\section*{Problem and setting}

Two electrons in a spin singlet move in the field of a nucleus of charge $Ze$, with $Z=1$ (H$^-$) or $Z=3$ (Li$^+$). The input Green's function $G_s$ belongs to the local hydrogenic Hamiltonian
\begin{equation}
h_s=-\frac{\hbar^2\nabla^2}{2m_e}+v_s,\qquad v_s=-\frac{\zeta e^2}{4\pi\varepsilon_0 r},\qquad \zeta=Z-\tfrac{5}{16},
\end{equation}
while the true one-body operator is $h=h_s-v_s+v_{\rm ext}$ with $v_{\rm ext}=-Ze^2/(4\pi\varepsilon_0 r)$. The quantity sought is the RPA total energy, together with its relation to the Klein (1961) and Luttinger--Ward (1960) functionals.

\textbf{Conventions.} Zero temperature, fixed nucleus, real orbitals. Imaginary frequencies are written as energies $\xi,\nu$ in joules, $G_s(i\xi)=(i\xi+\mu-h_s)^{-1}$ with $\mu$ in the gap, and $\mathrm{Tr}\,X=\int\frac{d\xi}{2\pi}e^{i\xi 0^+}\mathrm{tr}\,X(i\xi)$, where tr runs over orbitals and spin, so that $\mathrm{Tr}\,G=N$. The density matrix is $\gamma=\int\frac{d\xi}{2\pi}e^{i\xi0^+}G$. $\Sigma$ is the exchange-correlation self-energy without the Hartree potential $v_H$, $\Sigma(i\xi)=-\int\frac{d\nu}{2\pi}G(i\xi+i\nu)W(i\nu)$ with $W=v+v\chi v$, $\chi=\chi_0(1-v\chi_0)^{-1}$ and $v=e^2/(4\pi\varepsilon_0r_{12})$. The unit $E_h=\hbar^2/(m_ea_0^2)=4.3597$~aJ, with $1~\mathrm{aJ}=10^{-18}$~J.

\textbf{Basis.} With $\rho=\zeta r/a_0$ and radial functions normalised to $\int R^2\rho^2d\rho=1$,
\begin{equation}
R_1=2e^{-\rho},\qquad R_s=\sqrt{12}\,\bigl(1-\tfrac23\rho\bigr)e^{-\rho},\qquad R_p=\tfrac{2}{\sqrt3}\,\rho\,e^{-\rho}.
\end{equation}
$R_1$ is the exact $1s$ function of $h_s$. The $s$ function, orthogonal to it, and the three $p$ functions are pseudo-states that stand for the Rydberg and continuum levels. $h_s$ is diagonal in these five orbitals. The excitation energies $\Delta_a=\varepsilon_a-\varepsilon_1$ and the integrals $K_a=(1a|1a)$ are
\begin{equation}
\Delta_s=\tfrac23\zeta^2E_h,\quad K_s=\tfrac18\zeta E_h,\qquad \Delta_p=\tfrac12\zeta^2E_h,\quad K_p=\tfrac{7}{96}\zeta E_h .
\label{par}
\end{equation}
For example, the transition density $R_1R_s$ encloses the charge $Q=\tfrac{2}{3}\sqrt{12}\,\rho^3e^{-2\rho}$, and $K_s=\zeta E_h\int Q^2\rho^{-2}d\rho$. Angular symmetry gives $(1a|1b)=K_a\delta_{ab}$, so the four transitions decouple. The spin-summed responses in channel $a$ are
\begin{equation}
\chi_0=-\frac{4\Delta_a}{\nu^2+\Delta_a^2},\qquad \chi=-\frac{4\Delta_a}{\nu^2+\Omega_a^2},\qquad \Omega_a^2=\Delta_a^2+4\Delta_aK_a,
\end{equation}
and $y_a(\nu)=-\chi_0K_a\ge0$ are the eigenvalues of $-\chi_0v$.

\begin{center}
\begin{tabular}{lcccccc}
 & $\Delta_s$ & $K_s$ & $\Omega_s$ & $\Delta_p$ & $K_p$ & $\Omega_p$\\
H$^-$ (aJ) & 1.374 & 0.375 & 1.986 & 1.030 & 0.219 & 1.401\\
Li$^+$ (aJ) & 20.993 & 1.465 & 23.742 & 15.744 & 0.854 & 17.369
\end{tabular}
\end{center}

With $J=(11|11)=\tfrac58\zeta E_h$ one has $E_H=2J$ and $E_x=-J$, so the determinant energy is
\begin{equation}
E_0=T_s+E_{\rm ext}+E_H+E_x=\bigl(\zeta^2-2Z\zeta+\tfrac58\zeta\bigr)E_h=-\zeta^2E_h ,
\end{equation}
the chosen $\zeta$ being its minimum: $-2.061$~aJ for H$^-$ and $-31.489$~aJ for Li$^+$. All energies below are results of this five-orbital model and are printed to $10^{-3}$~aJ as such; the basis-set error is sized in the last section.

\section*{Attempt A (WRONG: line W3 is false, and so is the answer W4)}

The Galitskii--Migdal (1958) expression for the energy is
\begin{equation}
E_{\rm GM}=\mathrm{tr}(h\gamma)+\tfrac12\mathrm{Tr}\bigl[(v_H+\Sigma)G\bigr].\tag{W1}
\end{equation}
Insert $G=G_s$ and the $G_0W_0$ self-energy $\Sigma=\Sigma_x+\Sigma_c$ built on $G_s$. The static parts give $E_0$. The parts of $\Sigma_c$ that survive the trace have their pole on the other side of $\mu$ from the pole of $G_s$ which they multiply:
\begin{equation}
\Sigma_{c,11}\ni\sum_a\frac{w_a^2}{i\xi+\mu-\varepsilon_a-\Omega_a},\qquad
\Sigma_{c,aa}\ni\frac{w_a^2}{i\xi+\mu-\varepsilon_1+\Omega_a},\qquad w_a^2=\frac{2K_a^2\Delta_a}{\Omega_a}.
\label{sig}
\end{equation}
Each term contributes $-w_a^2/(\Delta_a+\Omega_a)$ per spin, so that
\begin{equation}
U_c\equiv\tfrac12\mathrm{Tr}(\Sigma_cG_s)=-\sum_a\frac{2w_a^2}{\Delta_a+\Omega_a}=\sum_aK_a\Bigl(\frac{\Delta_a}{\Omega_a}-1\Bigr).\tag{W2}
\end{equation}
The attempt now argues that $W$ sums the ring diagrams, that $E_x=\tfrac12\mathrm{Tr}(\Sigma_xG_s)$, and that the correlation part has the same form:
\begin{equation}
E_c^{\rm RPA}\overset{!}{=}\tfrac12\mathrm{Tr}(\Sigma_cG_s)=U_c\qquad\text{(false)}.\tag{W3}
\end{equation}
The $s$ channel and the three $p$ channels give $-0.116$ and $-0.173$~aJ for H$^-$, and $-0.170$ and $-0.240$~aJ for Li$^+$. From the unrounded terms $U_c=-0.289$~aJ and $-0.409$~aJ, and the wrong totals are
\begin{equation}
E(\mathrm{H}^-)=-2.350~\mathrm{aJ},\qquad E(\mathrm{Li}^+)=-31.898~\mathrm{aJ}\qquad\text{(false)}.\tag{W4}
\end{equation}

\section*{The symptom}

The lowest ring diagram is the direct double-excitation term of second-order perturbation theory and needs no Green's function. For the closed $1s^2$ shell
\begin{equation}
E^{(2)}_{\rm ring}=-2\sum_{ab}\frac{(1a|1b)^2}{\Delta_a+\Delta_b}=-\sum_a\frac{K_a^2}{\Delta_a}=-\Bigl(\frac{3}{128}+\frac{49}{1536}\Bigr)E_h=-\frac{85}{1536}E_h=-0.241~\mathrm{aJ},
\label{e2}
\end{equation}
the same for every $\zeta$, because $K^2$ and $\Delta$ both scale as $\zeta^2$. Two facts follow.

First, $K_a/\Delta_a\propto1/\zeta$, so the RPA correlation energy must tend to \eqref{e2} at large $Z$. Expanding (W2) gives $U_c\to-2\sum_aK_a^2/\Delta_a=-0.483$~aJ, twice the required limit.

Second, the ring sum has the integrand $\ln(1+y)-y$, derived below, and $\ln(1+y)-y\ge-y^2/2$ for $y\ge0$. The right side integrates to \eqref{e2}, so screening can only weaken the second-order term: $E_c^{\rm RPA}\ge-0.241$~aJ for both ions. The values $-0.289$ and $-0.409$~aJ both lie below this floor, and neither can be an RPA correlation energy in this basis.

\section*{The faulty line}

Line (W2) is a correct evaluation of the trace. Line (W1) is a correct energy formula for a $G$ that solves Dyson's equation with the $\Sigma$ standing beside it, and $G_s$ does not. The fault becomes explicit in (W3). The functional $\Phi[G]$, defined by $\delta\Phi=\mathrm{Tr}(\Sigma\,\delta G)$, has terms $\Phi^{(n)}$ with $n$ interaction lines and $2n$ propagators. Euler's theorem for homogeneous functions gives $\mathrm{Tr}(\Sigma^{(n)}G)=2n\,\Phi^{(n)}$, hence
\begin{equation}
\Phi=\sum_n\frac{1}{n}\,\tfrac12\mathrm{Tr}\bigl(\Sigma^{(n)}G\bigr),\qquad
\tfrac12\mathrm{Tr}(\Sigma G)=\sum_n n\,\Phi^{(n)}.
\label{euler}
\end{equation}
The two sums agree for exchange, $n=1$, and for no other order. Line (W3) drops the weight $1/n$, which at $n=2$ is the factor of two seen in the symptom.

\section*{Mended calculation}

\subsection*{Klein functional at $G_s$}

With $G_0^{-1}=i\xi+\mu-h$, the Klein form of the grand potential $\mathcal{G}=E-\mu N$ is
\begin{equation}
\mathcal{G}_K[G]=\Phi[G]+E_H[G]-\mathrm{Tr}(G_0^{-1}G-1)-\mathrm{Tr}\ln(-G^{-1}).
\end{equation}
For $G=G_s$, $G_0^{-1}=G_s^{-1}+v_s-v_{\rm ext}$ turns the third term into $-\mathrm{tr}[(v_s-v_{\rm ext})\gamma_s]$. The fourth is the grand potential of free fermions, $\sum_{\rm occ}(\varepsilon_i-\mu)=T_s+\mathrm{tr}(v_s\gamma_s)-\mu N$. The potential $v_s$ cancels:
\begin{equation}
E_K[G_s]=T_s+E_{\rm ext}+E_H+\Phi[G_s].
\end{equation}
Only the non-interacting form of $G_s$ was used, so this holds for any Kohn--Sham input. In the $GW$ approximation the order-$n$ ring gives $\tfrac12\mathrm{Tr}(\Sigma^{(n)}G_s)=-\tfrac12\int\frac{d\nu}{2\pi}\mathrm{tr}(\chi_0v)^n$ for $n\ge2$. Summing with and without the weight $1/n$ of \eqref{euler},
\begin{align}
\Phi_c^{GW}[G_s]&=\tfrac12\int\!\frac{d\nu}{2\pi}\,\mathrm{tr}\bigl[\ln(1-\chi_0v)+\chi_0v\bigr]=\tfrac12\int\!\frac{d\nu}{2\pi}\sum_a\bigl[\ln(1+y_a)-y_a\bigr]\equiv E_c^{\rm RPA},\label{rpa}\\
U_c&=-\tfrac12\int\!\frac{d\nu}{2\pi}\sum_a\frac{y_a^2}{1+y_a}.\label{uc}
\end{align}
Therefore $E_K[G_s]=T_s+E_{\rm ext}+E_H+E_x+E_c^{\rm RPA}$. Since $1+y_a=(\nu^2+\Omega_a^2)/(\nu^2+\Delta_a^2)$, the integrals $\int d\nu\ln(1+y_a)=2\pi(\Omega_a-\Delta_a)$ and $\int d\nu\,y_a=4\pi K_a$ over the whole axis give
\begin{equation}
E_c^{\rm RPA}=\tfrac12\sum_a\bigl(\Omega_a-\Delta_a-2K_a\bigr).
\label{plasmon}
\end{equation}
Its expansion starts with $-\sum_aK_a^2/\Delta_a$, as \eqref{e2} requires.

\subsection*{What the attempt left out}

Scaling $v\to\lambda v$ at fixed $G_s$ multiplies order $n$ by $\lambda^n$, so $E_c^{\rm RPA}=\int_0^1U_c(\lambda)\,d\lambda/\lambda$: the attempt took the end point of the coupling-constant integrand for the integral. Subtracting (W2) from \eqref{plasmon} and using $4K_a\Delta_a=\Omega_a^2-\Delta_a^2$,
\begin{equation}
E_c^{\rm RPA}-U_c=\sum_a\frac{(\Omega_a-\Delta_a)^2}{4\Omega_a}\equiv T_c>0 .
\label{tc}
\end{equation}
This term has a direct meaning. The density matrix $\delta\gamma=\int\frac{d\xi}{2\pi}G_s\Sigma_cG_s$ of the linearised Dyson equation moves, by \eqref{sig}, $n_a=2w_a^2/(\Delta_a+\Omega_a)^2$ electrons from orbital 1 to orbital $a$, and $\mathrm{tr}(h_s\delta\gamma)=\sum_a\Delta_an_a=T_c$. The same split appears in the boson Hamiltonian $\Delta\,b^\dagger b+K[(b+b^\dagger)^2-1]$, whose ground-state energy is one term of \eqref{plasmon}: the first operator averages to the term of $T_c$ and the second to that of $U_c$. Attempt A booked the gain in interaction energy and not the one-body cost of depleting the $1s$ orbital.

The size of the ratio is bounded in any basis. In \eqref{rpa} and \eqref{uc} the difference of the integrands is $\ln(1+y)-y/(1+y)\ge0$, and $2[y-\ln(1+y)]-y^2/(1+y)$ vanishes at $y=0$ and has the derivative $y^2/(1+y)^2\ge0$. Hence $1\le U_c/E_c^{\rm RPA}\le2$, the upper value being reached at weak coupling.

\subsection*{Luttinger--Ward functional at the same $G_s$}

With $G_H^{-1}=G_0^{-1}-v_H[G]$,
\begin{equation}
\mathcal{G}_{LW}[G]=\Phi[G]-E_H[G]-\mathrm{Tr}(\Sigma G)-\mathrm{Tr}\ln\bigl(\Sigma-G_H^{-1}\bigr),
\end{equation}
where the Hartree energy enters with the sign opposite to the Klein form. Define $\tilde\Sigma=v_{\rm ext}+v_H+\Sigma-v_s$, so that $G_H^{-1}-\Sigma=G_s^{-1}-\tilde\Sigma\equiv G_1^{-1}$, the one-shot Dyson solution. Using $\mathrm{Tr}(v_HG_s)=2E_H$,
\begin{equation}
E_{LW}[G_s]-E_K[G_s]=-\mathrm{Tr}(\tilde\Sigma G_s)-\mathrm{Tr}\ln(1-G_s\tilde\Sigma)=\tfrac12\mathrm{Tr}(G_s\tilde\Sigma)^2+\tfrac13\mathrm{Tr}(G_s\tilde\Sigma)^3+\dots
\label{lwk}
\end{equation}
The first variations at fixed $\mu$ are
\begin{equation}
\delta\mathcal{G}_K=\mathrm{Tr}\bigl[(G^{-1}-G_0^{-1}+v_H+\Sigma)\,\delta G\bigr],\qquad
\delta\mathcal{G}_{LW}=\mathrm{Tr}\bigl[(G_1-G)\,\delta(v_H+\Sigma)\bigr],
\end{equation}
with $G_1=(G_0^{-1}-v_H-\Sigma)^{-1}$ built from the argument $G$. Both vanish at the self-consistent $GW$ solution $G_{\rm sc}$, where $G_1=G$ and the two functionals coincide. Each therefore differs from the self-consistent $GW$ value, not from the exact energy, at second order in $G_s-G_{\rm sc}$. These equations show a stationary point only and fix no sign for the deviation. The right side of (W1) is not a stationary functional: by \eqref{euler} its variation weights $\Sigma^{(n)}$ with $n$ and has no $G^{-1}$ term, so it deviates at first order.

The leading size of \eqref{lwk} follows from the static part $f=v_{\rm ext}-v_s+v_H+\Sigma_x$ of $\tilde\Sigma$. Its element $f_{1s}$ vanishes, since $R_s$ is proportional to the $\zeta$ derivative of the $1s$ orbital and $E_0$ is stationary in $\zeta$. With $(11|ss)=\tfrac12\zeta E_h$, $(11|pp)=\tfrac7{16}\zeta E_h$ and mean values of $1/\rho$ equal to $1$, $1$ and $\tfrac12$ for the orbitals $1,s,p$,
\begin{equation}
f_{11}=\tfrac{5}{16}\zeta E_h,\qquad f_{ss}=\tfrac{9}{16}\zeta E_h,\qquad f_{pp}=\tfrac{31}{48}\zeta E_h .
\end{equation}
A diagonal static $f$ alone adds nothing to \eqref{lwk} while $\mu$ stays in the gap. The first contribution is the cross term
\begin{equation}
\mathrm{Tr}(G_sfG_s\Sigma_c)=\mathrm{tr}(f\,\delta\gamma)=\sum_an_a(f_{aa}-f_{11})\;\xrightarrow{\ \zeta\gg1\ }\;\frac{277}{9216}\frac{E_h}{\zeta},
\end{equation}
of third order in the interaction. For Li$^+$ the limiting form gives $0.049$~aJ and the screened $n_a$ give $0.039$~aJ. The two differ by terms of the same order, $1/\zeta^2$, as those dropped from \eqref{lwk}, so only the scale, a few hundredths of an attojoule, is supported. For H$^-$ the ratio $f_{11}/\Delta_p$ is $0.91$, against $0.23$ for Li$^+$, and the expansion gives no usable number. The RPA energy is the Klein value; the Luttinger--Ward value at $G_s$ is a different quantity.

\subsection*{Using the Dyson-updated $G_1$ in (W1)}

Putting $G_1$ into (W1) restores $T_c$ at lowest order and, because $f_{1s}=0$, reproduces \eqref{e2} at second order in this basis. It still does not give the RPA energy. To first order in $\Sigma_c$, orbital $a$ gains $2w_a^2/(\Delta_a+\Omega_a+f_{aa})^2$ electrons while orbital 1 loses $2w_a^2/(\Delta_a+\Omega_a-f_{11})^2$, since $f$ shifts the poles of $G_1$ and not those of $\Sigma_c[G_s]$. With positive $f_{aa}$ and $f_{11}$ the loss exceeds the gain and $N_1=\mathrm{Tr}\,G_1<2$. A constant $C$ added to $v_{\rm ext}$, $v_s$ and $\mu$ shifts $E_0+E_c^{\rm RPA}$ by $2C$ and $E_{\rm GM}[G_1]$ by $N_1C$, so the two cannot be the same function of the input.

\section*{Answer and size of the error}

Equation \eqref{plasmon} gives $-0.068$ ($s$) and $-0.100$~aJ (three $p$) for H$^-$, and $-0.090$ and $-0.126$~aJ for Li$^+$.

\begin{center}
\begin{tabular}{lccccc}
 & $E_c^{\rm RPA}$ & $E_K[G_s]$ & $U_c$ (wrong) & error $T_c$ & $U_c/E_c^{\rm RPA}$\\
H$^-$ & $-0.168$ aJ & $-2.229$ aJ & $-0.289$ aJ & $0.121$ aJ & 1.72\\
Li$^+$ & $-0.216$ aJ & $-31.705$ aJ & $-0.409$ aJ & $0.194$ aJ & 1.90
\end{tabular}
\end{center}

Both corrected values respect the floor of $-0.241$~aJ. The slip lowers the energy by 72\% of $|E_c^{\rm RPA}|$ in H$^-$ and by 90\% in Li$^+$. In the total energy it amounts to 5.4\% and 0.61\%, which is why it passes unnoticed more easily in Li$^+$, where it is larger in absolute terms.

The basis-set error is of comparable size and can be bounded at second order. Let $|0\rangle$ be the spatial product of the two $1s$ orbitals and $Q_i$ the projector off $1s$ for electron $i$. The Hylleraas functional gives, for any trial function $\psi=Q_1Q_2\psi$,
\begin{equation}
E^{(2)}_{\rm ring}\le2\bigl[\langle\psi|h_s(1)+h_s(2)-2\varepsilon_1|\psi\rangle+2\langle\psi|v|0\rangle\bigr].
\end{equation}
Take $\psi=\kappa\,Q_1Q_2\,\rho_{12}|0\rangle$, with $\rho_{12}=\zeta r_{12}/a_0$. Averaging $1/\rho_{12}$ and $\rho_{12}$ over one electron gives
\begin{equation}
\bar v=\frac1\rho-e^{-2\rho}\Bigl(1+\frac1\rho\Bigr),\qquad \bar u=\rho+\frac1\rho-e^{-2\rho}\Bigl(\frac1\rho+\frac12\Bigr).
\end{equation}
For a multiplicative $g$, $\langle g(h_s-\varepsilon_1)g\rangle=\tfrac{\hbar^2}{2m_e}\langle|\nabla g|^2\rangle$ in the $1s$ state. With $Q_1Q_2=1-P_1-P_2+P_1P_2$, where $P_i=1-Q_i$, the two matrix elements, in units of $\zeta^2E_h$ and $\zeta E_h$, are
\begin{align}
A&=1-\langle(d\bar u/d\rho)^2\rangle=16\ln2-8\ln3-\tfrac{187}{108}=0.5700,\\
B&=1-2\langle\bar v\bar u\rangle+\tfrac58\cdot\tfrac{35}{16}=-\tfrac{515}{3456}=-0.1490 .
\end{align}
Minimising over $\kappa$ gives $E^{(2)}_{\rm ring}\le-2B^2E_h/A=-0.340$~aJ in the complete basis. The five orbitals thus miss at least $0.098$~aJ of the second-order ring term, 41\% of what they keep. The tabulated correlation energies and errors are therefore exact for the model and no more than the scale for the ions in a complete basis. What does not depend on the basis is the sign $T_c>0$, the bound $1\le U_c/E_c^{\rm RPA}\le2$, and the large-$Z$ limit $T_c\to|E^{(2)}_{\rm ring}|$, which is $0.241$~aJ in the five orbitals and at least $0.340$~aJ in the complete hydrogenic spectrum.